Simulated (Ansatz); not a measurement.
VSi: the change of pressure with volume per atom

All results are calculated (Ansatz 0.2.0). Periodic Kohn-Sham DFT of a crystal at fixed atoms; pressure and stress are positive in compression; the energy is the free energy less that of spherical unpolarised free atoms; site moments are those in the method's own spheres, positive along +z.

Cell of the first row (space group F-43m, No. 216):
```
VSi
1.0
      0.0000     2.7086     2.7086
      2.7086     0.0000     2.7086
      2.7086     2.7086     0.0000
V Si
1 1
Direct
  0.00000 0.00000 0.00000
  0.25000 0.25000 0.25000
```

Settings of every row: method frozen-core PAW; functional PBE; relativity scalar; k mesh 11x11x11; filling fermi-dirac; smearing width 0.05 eV; wave cutoff 420 eV; paw set soft_2.

Atom:
| element | start moment (bohr magneton) |
| --- | --- |
| V | 1.5 |
| Si | 0 |

Limits: the cell comes from a prototype or a list of computed structures and needn't be the stable phase.

| row | volume per atom (Å³) | pressure (GPa) | cell moment (bohr magneton) |
| --- | --- | --- | --- |
| 1 | 19.872 | 5.005 | 0.367 |
| 2 | 20.495 | 2.294 | 0.442 |
| 3 | 21.129 | -0.009 | 0.547 |
| 4 | 21.763 | ? | ? |
| 5 | 22.397 | -3.318 | 0.841 |

Question: what pressure should row 4 give?

Worked fit of pressure. Take u = (V_r/V)^(2/3) − 1 with V_r = 20.812 Å³ an atom, which is twice the finite (Eulerian) strain; such expansions in the strain, on which the Birch-Murnaghan equation of state is built, carry the rest volume and the bulk modulus. The shown rows have u = 0.03129, 0.01029, -0.01003, -0.04775. Least squares give pressure = 1.0833 + 112.293 × u + 420.68 × u² GPa; a straight line predicts inner rows, each left out in turn, worse (root mean square 0.41 against 0.022 GPa). The rows lie off it by -0.004, 0.011, -0.008, 0.002 (root mean square 0.0072 GPa). The pressure vanishes at u = -0.0100, or V = 21.13 Å³ an atom, and there the bulk modulus at fixed shape and fractions is B = −V dP/dV = (2/3)(1 + u) dP/du = 68.5 GPa. The withheld row has u = -0.02935, so the fit gives 1.0833 + 112.293 × (-0.02935) + 420.68 × (-0.02935)² = -1.850 GPa.

The calculation gave -1.826 GPa. The fit lies 0.024 GPa (1.3 % of the value, 0.29 % of the column's range) below it; its largest miss of a shown row is 0.011 GPa.

The other values of row 4: cell moment 0.704 bohr magneton.
